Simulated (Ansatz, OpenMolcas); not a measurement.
## How basis sets differ on BH (SMILES [BH])

BH has 2 atoms, charge 0, and is taken as a singlet. As SMILES, `[BH]`. The bond length is the measured one.

```csv
atom,x (Å),y (Å),z (Å)
B,0.0000,0.0000,0.0000
H,0.0000,0.0000,1.2324
```

Quantity: the energy change with the B1–H2 bond stretched from 1.232 to 1.540 Å, in eV. The values are calculated.

```json
{"level": "r2SCAN/3-21G (restricted)", "kind": "meta-GGA", "program": "Ansatz", "value (eV)": "0.39"}
{"level": "r2SCAN/6-31G (restricted)", "kind": "meta-GGA", "program": "OpenMolcas", "value (eV)": "0.39"}
{"level": "r2SCAN/6-31G** (spherical functions) (restricted)", "kind": "meta-GGA", "program": "OpenMolcas", "value (eV)": "0.46"}
{"level": "r2SCAN/def2-TZVP (restricted)", "kind": "meta-GGA", "program": "Ansatz", "value (eV)": "0.50"}
```

The first shape isn't each level's own minimum. The values span 0.39 to 0.50 eV.

Stretching the B–H bond costs more energy once the basis can polarise. The two unpolarised sets agree at 0.39 eV, so the finer core description in 6-31G brings no visible change, as expected for a core that hardly responds to the stretch. Adding d functions on boron and p functions on hydrogen raises the cost to 0.46 eV. These functions let density shift further into the bonding region; the s–p mixing that points the boron lone pair away from the bond is already available in the unpolarised sets. The added polarisation matters most at short distance, so the compact geometry is stabilised more than the stretched one. Unpolarised sets probably also favour a slightly too long bond, which would flatten the early part of the curve.

The further rise to 0.50 eV with def2-TZVP can't be assigned to one cause, since that set changes the valence flexibility and the polarisation space together. The series supports polarisation as a clear requirement for this stretch, but without a larger set it doesn't establish the basis-set limit.
